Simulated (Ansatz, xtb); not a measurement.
**GaH3O2: which of two conformers lies lower**

Structure a: `[OH][GaH][OH]`, a singlet. Structure b: `[OH][GaH][OH]`, a singlet. Both are isolated molecules in the gas phase, relaxed with PBE0-D4/def2-SVP.

a (Å):

```xyz
6

Ga   -0.1686   -0.4290   -1.3656
O    -1.3342   -0.6548   -2.6974
O     1.5163   -0.6742   -1.8686
H    -2.2576   -0.5290   -2.4586
H    -0.5147   -0.0579    0.0991
H     1.6065   -0.9005   -2.8006
```

b (Å):

```xyz
6

Ga   -0.9632    0.3420    0.3700
O    -2.4862    1.0899    0.8980
O    -0.0971    1.3914   -0.7727
H    -2.9937    0.5595    1.5193
H    -0.4538   -1.0519    0.8469
H     0.7363    1.0303   -1.0891
```

Energies in hartree; the thermal terms are from PBE0-D4/def2-SVP harmonic frequencies (ideal gas, rigid rotor, one conformer each, 298.15 K, 1 atm) and include the zero-point energy:

```
                                a            b
E, CCSD(T)/def2-TZVP  −2075.582821  −2075.580308
   zero-point energy      0.034052      0.033918
        H(298 K) − E      0.039845      0.039753
        G(298 K) − E      0.006498      0.007007
```

Problem. Work out ΔE, ΔE₀, ΔH and ΔG for a → b in kJ/mol (1 Eh = 2625.50 kJ/mol) and the equilibrium ratio [b]/[a].

Solution. 1. ΔE = −2075.580308 − (−2075.582821) = +0.002513 Eh = +6.60 kJ/mol.
2. ΔE₀ = ΔE + ΔZPE = +0.002513 + (−0.000134) Eh = +6.25 kJ/mol.
3. ΔH = ΔE + (−0.000092) Eh = +6.36 kJ/mol.
4. ΔG = ΔE + (+0.000509) Eh = +7.93 kJ/mol, so ΔS = (ΔH − ΔG)/T = −5.3 J/(mol K).
5. kT = 0.9442 mEh, so K = [b]/[a] = exp(−ΔG/kT) = exp(−3.20) ≈ 0.041.

Structure a is favoured at this temperature. An error of 4 kJ/mol in ΔG would change K by a factor of 5. Mirror images and further conformers aren't counted.

Other levels gave ΔE = +7.5 (PBE0-D4/def2-SVP); +7.2 (HF/def2-TZVP); +6.5 (MP2/def2-TZVP) kJ/mol. The correlated steps freeze 11 core orbitals; the filled d shell of Ga is correlated, in a basis made for valence electrons. Programs: Ansatz 0.2.0.

Both conformers are planar around gallium and differ in the orientation of one hydroxyl group. In b both O–H bonds point towards the Ga–H side, whereas in a one is turned towards the other oxygen. That turn probably accounts for the preference for a: it relieves the repulsion between in-plane oxygen lone pairs that face each other in b, and places a protic hydrogen on the side of a negatively charged oxygen. The contact is too long and bent for a real hydrogen bond, so this is better read as a dipolar effect. Hartree–Fock already gives +7.2 kJ/mol, which suggests that electrostatics and Pauli repulsion, rather than correlation, set the order.

The entropy term of −5.3 J/(mol K) comes almost entirely from rotational symmetry: b has a twofold axis that a lacks, while in a either hydroxyl can be the turned one. It therefore doesn't indicate a stiffer framework in b. The ratio describes equilibrium only; without a barrier for Ga–O rotation, nothing follows about how fast the conformers interconvert.
